Tungsten disulfide is built of sheets. Strong W–S bonds hold each sheet together, and much weaker forces hold one sheet to the next. The table follows the same crystal through five density functionals, each of which was free to choose its own cell.

WS$_2$ (P6$_3$/mmc, 6 atoms per cell), cell and atoms relaxed with Ansatz 0.2.0: scalar-relativistic plane-wave PAW DFT without spin polarization or dispersion correction, 12×12×2 k mesh, Gaussian smearing of 0.02 eV, force tolerance 0.005 eV/Å. Energies are relative to solid W and S in the same functional, volume changes to the starting cell (18.99 Å³/atom).

| functional | wave cutoff | energy over elements (eV/atom) | volume change (%) | volume per atom (Å³) | geometry scf runs |
| --- | --- | --- | --- | --- | --- |
| LDA | 420 eV | -0.953 | -9.630 | 17.163 | 8 |
| PBE | 420 eV | -0.833 | 14.840 | 21.812 | 13 |
| PBEsol | 420 eV | -0.910 | -4.440 | 18.150 | 6 |
| r2SCAN | 500 eV | -0.906 | 0.520 | 19.093 | 6 |
| HSE06 | 420 eV | -0.905 | 9.650 | 20.826 | 13 |

*Which functional gives the largest crystal, and how far apart are the answers?* PBE gives the largest volume per atom and LDA the smallest, with PBE 27 % above LDA. That is a huge disagreement for a solid with strong bonds, where common functionals usually differ by several per cent. HSE06 lies on PBE's side, while PBEsol and r2SCAN fall in between.

*Where does the extra volume go?* It could be shared evenly in all directions, or it could open the space between the sheets. Even swelling would stretch the W–S bonds along with everything else, and their length would then differ by 0.19 Å between LDA and PBE. Functionals seldom disagree about a strong bond by more than a few hundredths of an ångström, so most of the volume must go between the sheets. The relaxed cells confirm it. From LDA to PBE the in-plane edge grows only from 3.127 to 3.188 Å, or 2 %, while the long edge, which spans two sheets and the spaces between them, grows from 12.163 to 14.871 Å, or 22 %.

The distance from one sheet to the next is half the long edge, which makes 6.08 Å in LDA and 7.44 Å in PBE. It can also be estimated from the volume alone. Let the in-plane edge $a$ keep its starting value of 3.184 Å, so that one WS$_2$ unit covers the area $A=\tfrac{\sqrt3}{2}a^2=8.78$ Å$^2$. Each unit has three atoms, so a volume per atom $V$ gives the distance $d$ from one sheet to the next:

$$d=\frac{3V}{A},\qquad d_{\rm PBE}=\frac{3\times 21.81}{8.78}=7.45\ \text{Å}.$$

In the starting crystal this distance is half the long edge, $12.98/2=6.49$ Å, so PBE has pushed the sheets apart by about 1 Å. The estimate leans on the fixed edge: if $a$ were 1 % longer, the PBE distance would come out 0.15 Å shorter. For PBE the relaxed edge is almost the starting one, and the estimate is good. In LDA part of the shrinkage belongs to the sheets themselves, whose edge is 2 % shorter than at the start, so the estimate of 5.86 Å is about 0.2 Å too small. The main picture is the same either way.

*Why do the functionals disagree about this one distance?* Real sheets attract each other mainly by dispersion, the correlated motion of electrons in separate sheets, and no row contains a correction for it. What remains is each functional's treatment of the thin electron density where the sheets meet. LDA produces an attraction there that holds the sheets together, though it is not true dispersion. PBE lowers the exchange energy where the density varies steeply, as it does at the surface of a separate sheet, and so it favours separation. PBEsol has a weaker term of this kind and stays closer to LDA, whereas HSE06 is built on PBE and inherits its loose sheets. The same reasoning predicts a much smaller spread for a crystal with strong bonds in every direction.

*Does the small volume change of r2SCAN make it the most accurate?* No, because the volume change is counted from the starting cell, which is not a measured one. The measured volume is roughly 18 Å$^3$ per atom, a rough recalled figure, and PBE exceeds it by about a fifth. The PBE volume is also poorly fixed by the calculation itself. The whole relaxation, which enlarged the cell by 15 %, lowered the energy by less than 7 meV per atom. With an energy curve this flat, the later digits of the volume mean little, and the order of PBE and HSE06 should not be interpreted.

*Do loose sheets also explain why PBE binds the compound most weakly?* The energy over elements is the energy of WS$_2$ relative to solid tungsten and sulfur, and PBE gives the least negative value. HSE06 provides the test, since its sheets are loose too. Yet its energy is 0.072 eV per atom lower than PBE's and agrees with those of PBEsol and r2SCAN to within 0.005 eV. Loose sheets alone therefore do not make the binding weak. Solid sulfur, one of the references, is itself made of molecules held together by weak forces, so part of the error from missing dispersion cancels. The functionals probably also differ in how they describe the strong bonds, in the compound or in the elements, but the table cannot separate these parts.

*What does the distance between the sheets do to the electrons?* The band gaps of the same calculations answer this. In the four functionals without exact exchange, the lowest gap, which is indirect, rises from 0.84 eV in LDA to 1.63 eV in PBE. The smallest direct gap, between states of equal crystal momentum, varies by only 0.08 eV. A change of functional that simply shifted all empty states against all filled ones would have moved both gaps together.

The known electronic structure of such crystals offers an explanation. The highest filled states lie at the centre of the Brillouin zone and have orbitals that point out of the sheet. Where orbitals of neighbouring sheets overlap, their levels split, and the upper one narrows the indirect gap. When the sheets move apart the splitting shrinks and the gap opens. The states that usually set the direct gap lie mostly within the sheet and hardly notice their neighbours. The distance is probably not the only cause, because the lowest empty states can also be split by neighbouring sheets, and small changes of shape within a sheet, whose edge varies by 2 % across the functionals, shift the levels too.

The overlap between sheets suggests a simple law. Orbital tails fade exponentially with distance, and so should the splitting. If the two gaps are also taken to coincide for sheets far apart, which need not hold exactly, the amount by which the indirect gap falls short of the direct one should fade in the same way. An exponential in the relaxed distance, fitted to the four functionals without exact exchange, typically misses the computed shortfall by 0.04 eV, against 0.10 eV for a straight line. PBEsol and r2SCAN fit worst: the exponential is about 0.05 eV too low for the first and as much too high for the second. Two constants on four points make this a consistency test and no more, especially as the lowest empty state in PBE lies at a different crystal momentum from that in the other three. The analysis printed below makes the same fits with the distances estimated at the fixed starting edge, not the relaxed ones. Its misses are 0.03 and 0.07 eV, so the exponential does better in both cases.

HSE06 was kept out of the fit because its exact exchange changes the bands directly. At its relaxed distance the model predicts a shortfall of 0.22 eV (0.25 eV in the printed fit with the fixed edge), whereas the calculation gives 0.18 eV, so the small shortfall fits the wide spacing of the sheets, but the model does not give its exact value. Compared with PBE, HSE06 widens both gaps by about 0.55 eV, which is the usual effect of exact exchange. None of these gaps should be matched closely with experiment. Functionals without exact exchange usually make gaps too small, and spin–orbit coupling, which is strong in tungsten, is absent from every row.

*What would change if a dispersion correction were added to PBE?* The sheets would be drawn together and the volume would fall. If the trend across the functionals also holds within one of them, the indirect gap would shrink while the direct gap stayed nearly the same. For a layered crystal, then, the distance between the sheets should be settled first, with a method that includes dispersion or with a measured cell. Only after that does a comparison of indirect gaps show what the functionals themselves do to the electrons.

Output of the analysis:

```
fit of log(shortfall) on 4 rows (semi == 1): constant 6.882 +/- 0.25, coefficient of spacing -1.161 +/- 0.038; rms 0.0315, worst PBEsol -0.0458, leave-one-out rms 0.0789
  rows outside the fit (model, value, miss): HSE06 -1.38, -1.694, 0.314
fit of shortfall on 4 rows (semi == 1): constant 4.047 +/- 0.55, coefficient of spacing -0.527 +/- 0.083; rms 0.0699, worst r2SCAN 0.106, leave-one-out rms 0.233
  rows outside the fit (model, value, miss): HSE06 0.2978, 0.1838, 0.114
Layer model and gaps:
     row  gap opening A  bond if even swelling A  indirect gap eV  direct gap eV  shortfall eV  exponential eV  linear eV
     LDA        -0.6253                    2.331           0.8441          1.877         1.033           1.076     0.9573
     PBE         0.9631                    2.525            1.628          1.796         0.168          0.1702     0.1203
  PBEsol        -0.2881                    2.375            1.104          1.865        0.7615          0.7274     0.7796
  r2SCAN         0.0341                    2.415            1.371          1.875        0.5042          0.5004     0.6098
   HSE06         0.6262                    2.486            2.166           2.35        0.1838          0.2516     0.2978
PBE volume above LDA volume in %: 27.09
PBE layer spacing above LDA at fixed in-plane edge in A: 1.588
Spread of W-S bond if swelling were even in all directions in A: 0.1938
Change of PBE spacing estimate if in-plane edge were 1 % longer in A: -0.1468
PBE volume above rough measured 18 A^3 per atom in %: 21.18
LDA energy below PBE in eV per atom: 0.12
HSE06 energy below PBE in eV per atom: 0.072
Energy spread of PBEsol r2SCAN HSE06 in eV per atom: 0.005
PBE energy gained from first to last relaxation step in meV per atom: 6.567
PBE energy gained after step 6 in meV per atom: 0.7833
Spread of indirect gap over semilocal rows in eV: 0.784
Spread of direct gap over semilocal rows in eV: 0.08136
HSE06 indirect gap above PBE in eV: 0.5381
HSE06 direct gap above PBE in eV: 0.5538
Exponential model rms miss over semilocal rows in eV: 0.0274
Linear model rms miss over semilocal rows in eV: 0.06988
```
